## Results and discussion

A tellurium atom brings six valence electrons, two 5s and four 5p, to the bonds with its neighbours. The six crystals below arrange those neighbours differently. Their energies are counted from simple cubic, which is the undistorted parent of real tellurium: the actual crystal shortens two of the six contacts and lengthens four, so that chains form.

Tellurium in six crystal structures, calculated with Ansatz 0.2.0 (PBEsol, plane-wave PAW, scalar-relativistic, no spin polarisation; cutoff 420 eV, Fermi-Dirac smearing of 0.1 eV). Energies are extrapolated to zero smearing and count from the lowest structure listed, which need not be the ground state. Volumes and bulk moduli come from equation-of-state fits.

| structure | space group of the relaxed cell | neighbours within 15 % of the shortest distance | k mesh | energy above lowest (meV/atom) | neighbour distance (Å) | volume per atom (Å³) | bulk modulus (GPa) |
| --- | --- | --- | --- | --- | --- | --- | --- |
| simple cubic | Pm-3m | 6 | 11×11×11 | 0 | 3.151 | 31.26 | 58.8 |
| dhcp | P6_3/mmc | 6 | 10×10×4 | 78 | 3.158 | 29.97 | 58.4 |
| hcp | P6_3/mmc | 6 | 11×11×8 | 110 | 3.163 | 29.31 | 59.2 |
| bcc | Im-3m | 8 | 13×13×13 | 198 | 3.274 | 27.01 | 66.4 |
| omega (AlB2-type) | P6/mmm | 14 | 8×8×11 | 250 | 3.240 | 27.40 | 63.5 |
| diamond | Fd-3m | 4 | 9×9×9 | 483 | 3.057 | 44.00 | 30.2 |

### 1. Which structure has the shortest neighbour distance, and is it also the densest?

Diamond has the shortest distance, 3.057 Å, yet it takes up the most volume per atom, 44.00 Å³. Volume depends on how long the bonds are and also on how much empty space the arrangement leaves between them. Four neighbours at the corners of a tetrahedron leave wide channels, whereas six neighbours along three perpendicular axes leave less room.

Geometry puts a number on this. A simple cubic atom occupies the cube of the neighbour distance, and a diamond atom occupies 1.54 times that cube. The shorter bonds of diamond reduce its volume by a factor of 0.91, so the net result is $1.54\times0.91\approx1.4$ times the volume of simple cubic. A short bond is therefore no sign of a dense solid.

### 2. Why are the bonds shorter when there are fewer of them?

An atom has a limited capacity for bonding. If four neighbours share it, each bond gets a larger portion and pulls the atoms closer than if six share it. Pauling's rule turns this picture into an estimate: a bond becomes ten times weaker for every 0.6 Å of extra length, and the strengths of all bonds at an atom add up to a fixed total. For $n$ equal neighbours at distance $d$, compared with the six of simple cubic at distance $d_6$, this gives

$$d-d_6=0.6\ \text{Å}\times\log_{10}(n/6).$$

For diamond, $n=4$ and the logarithm is $-0.18$, so the bond should be about 0.11 Å shorter than in simple cubic. The calculation gives $3.151-3.057=0.094$ Å. The 0.6 Å is Pauling's general constant and was not adjusted to these crystals; simple cubic only supplies the starting distance.

### 3. Why doesn't omega, with 14 neighbours, have the longest distance?

Its 14 neighbours are far from equal. Two lie at 3.24 Å and twelve at about 3.52 Å, and by the same rule each of the farther ones counts only $10^{-0.28/0.6}\approx0.34$ of a near one. The entry also describes just one of the three atoms in the cell; the other two have 11 neighbours each, the nearest of them closer than the listed distance. If all 14 are counted as full bonds, the rule puts the distance 0.13 Å too long.

The opposite trap sits in the bcc row. Its eight neighbours are followed by six more that fall barely outside the 15 % limit of the column, and these still take a share of the bonding. When every near contact is weighted by its length, the rule, starting from simple cubic, agrees with the other five structures to within 0.03 Å, while the distances themselves span 0.22 Å. For omega this holds only as an average over the three atoms. The atom with 14 neighbours collects $2+12\times0.34\approx6.1$ near bonds, each worth 0.71 of a simple cubic bond, so its total is about 4.3 against about 6.1 in simple cubic; the total is not fixed atom by atom. The agreement also depends on the constant: with a slower decay of 0.85 Å, diamond misses by 0.07 Å. The weights use the computed shape of each crystal, so this tests the total of bonding per crystal and does not predict the shape. The analysis printed after the text compares the weighted and unweighted versions.

### 4. Why do three structures with six neighbours differ in energy?

They differ in the directions of their bonds. The names hcp and dhcp suggest close packing with twelve neighbours, but here the layers have moved together and the atoms within each layer apart: the ratio $c/a$ of hcp is 1.13, against 1.63 for packed spheres. Each atom is left with six near neighbours, three in the layer above and three in the layer below. In hcp they form a trigonal prism, in simple cubic an octahedron.

A p orbital has two lobes pointing in opposite directions, and the three p orbitals stand at right angles to one another. In an octahedron each orbital can bond to a neighbour on either side along one straight line. In the prism no two bonds are opposite; the widest angle between them is 138°. This is the standard reason to expect the octahedron to suit tellurium, and the energies agree with it, since hcp lies 110 meV/atom above simple cubic. The orbitals themselves were not analysed, and the agreement does not single out this cause. The argument is cleanest for three p electrons, one per orbital, and tellurium has four. The next shell of atoms also moves closer, from 4.456 Å in simple cubic to 4.020 Å in dhcp and 3.916 Å in hcp, in the same order as the energies.

In dhcp half of the atoms sit in octahedra and half in prisms. Simple averaging would place it at 55 meV/atom, but it lies at 78. The sites are not copies of those in the other two crystals: bonds to the same layer meet at 79°, against 90° in simple cubic and 76° in hcp. What this distortion costs was not computed. The average gets the order right but is no more than a rough guide to the size.

### 5. Why is diamond so unfavourable, and would another element change that?

The distance rule works for diamond, yet this structure lies 483 meV/atom above simple cubic. The length of a bond reflects how bonding is shared out, not whether the electrons fit the structure. In the textbook picture of mixed s and p orbitals, the bonding bands of a diamond crystal hold four electrons per atom. Tellurium brings six, and the remaining two are expected to enter states that add nothing to the bonds or weaken them. The picture is rough here, because the 5s level lies far below 5p and is expected to mix little. Simple cubic is not free of the problem either: its p bands are half filled by three electrons, and the fourth is expected to weaken the bonds there as well. The count is therefore only part of the reason for the gap.

The calculation is consistent with this account: the bands overlap and tellurium in the diamond structure is a metal. That alone proves little, because the other five structures are metals too, and the bonding character of the filled states was not analysed. Silicon, with four valence electrons and s and p levels close enough to mix, fills the bonding bands exactly; it adopts this structure and is a semiconductor. Lead also has four, but its s level lies too deep and it is a close-packed metal. For a neighbouring element, two things should therefore be compared: its electron count with the capacity of the bonding bands, and the separation of its s and p levels with the strength of its bonds.

### 6. Why does diamond have only half the bulk modulus of simple cubic?

The bulk modulus $B$ measures resistance per volume, so an open structure starts at a disadvantage. To separate this effect from the resistance of each atom, let all distances grow by a small fraction $x$. The volume per atom $V$ then grows by the fraction $3x$, and the energy per atom rises by

$$\Delta E=\tfrac12 BV(3x)^2.$$

A stretch of 1 % costs 5.2 meV/atom in simple cubic and 3.7 meV/atom in diamond. Each diamond atom thus resists with 0.72 of the strength, and this resistance is spread over 1.41 times the volume; $0.72/1.41\approx0.51$ is the computed ratio of the bulk moduli. Both effects matter about equally.

In the other five structures the same stretch costs nearly the same, between 4.9 and 5.2 meV/atom. For them stiffness follows mainly from density, and bcc, the densest, is also the stiffest. The small differences among simple cubic, dhcp and hcp deserve no explanation, because the cell shape was held fixed during the scaling and the two hexagonal crystals could not adjust to the load.

### 7. What would change under pressure?

Pressure rewards small volume. Going from simple cubic to bcc costs 198 meV/atom but saves $31.26-27.01=4.25$ Å³ per atom. The cost is repaid when pressure times saved volume equals it:

$$P\approx\frac{0.198\ \text{eV}}{4.25\ \text{Å}^3}\approx0.047\ \text{eV/Å}^3\approx7.5\ \text{GPa}.$$

Of the four denser structures, bcc needs the lowest pressure by this estimate, although dhcp and hcp cost less energy. What counts is the energy paid per volume saved.

The estimate treats both volumes as constant. Energies computed for the compressed crystals put the crossing at about 8 GPa, somewhat higher because simple cubic, being larger and also softer, loses more volume, which reduces the saving. This is a crossing between two ideal structures. It should not be used as a transition pressure for tellurium in a real press, where the starting material is the chain crystal.

### 8. Which digits can be trusted?

The neighbour distance of simple cubic, cubed, gives 31.29 Å³, while the volume column, taken from a fitted energy curve, has 31.26 Å³. Part of that gap is the rounding of the distance, but the second decimal of a volume is already uncertain within the calculation. The omega cell also keeps a stress of about 0.7 GPa within the layers and about −1.6 GPa across them, so its shape is not fully relaxed; its distances are less certain than those of the other rows, and its energy is expected to be slightly too high. Agreement with a real sample would be poorer still, since the functional is itself approximate and was used with atomic datasets made for a different one.

For the energies, the order matters more than the last digit. The smallest step, 32 meV/atom between dhcp and hcp, is several times larger than the differences in the smearing correction, so the chosen smearing width should not reverse it. The k meshes differ from row to row and were not varied, which leaves the last digit of every energy open. Spin–orbit coupling, which is appreciable in the 5p shell of tellurium, was left out and could shift such a small step. Spin polarisation was also switched off in every run, so magnetism was not tested. The high energy of diamond is much safer than the exact spacing of the two hexagonal structures.

Numerical output:

```
Geometry and stiffness:
                row  volume over distance cubed  cost of 1 % stretch (meV/atom)  energy gap over volume gain (GPa)
       simple cubic                      0.9992                           5.163                                  0
               dhcp                      0.9516                           4.916                              9.688
                hcp                      0.9262                           4.873                              9.038
                bcc                      0.7696                           5.037                              7.464
  omega (AlB2-type)                      0.8056                           4.887                              10.38
            diamond                        1.54                           3.732                             -6.074
Distance rule (Å):
                row  longer than simple cubic  miss by count alone  miss with all near contacts  miss with slower decay
       simple cubic                         0                    0                            0                       0
               dhcp                     0.007               -0.007                   -0.0005407                0.008835
                hcp                     0.012               -0.012                   -0.0007081                 0.01579
                bcc                     0.123             -0.04804                     -0.02492                 0.02656
  omega (AlB2-type)                     0.089               0.1318                     -0.02569                 0.01465
            diamond                    -0.094             -0.01165                     -0.01465                -0.07078
hcp angle between bonds to the same layer (degrees): 76.49
hcp widest angle between bonds (degrees): 138.1
dhcp angle between bonds to the same layer (degrees): 79.06
hcp ratio c/a: 1.129
bcc less simple cubic, enthalpy at 5.9 GPa (meV/atom): 50.06
bcc less simple cubic, enthalpy at 10.1 GPa (meV/atom): -43.85
pressure where bcc and simple cubic cross (GPa): 8.164
diamond over simple cubic, volume: 1.408
diamond over simple cubic, distance cubed: 0.9131
diamond over simple cubic, bulk modulus: 0.5136
diamond over simple cubic, cost of 1 % stretch: 0.7229
mean energy of simple cubic and hcp (meV/atom): 55
dhcp above that mean (meV/atom): 23
```
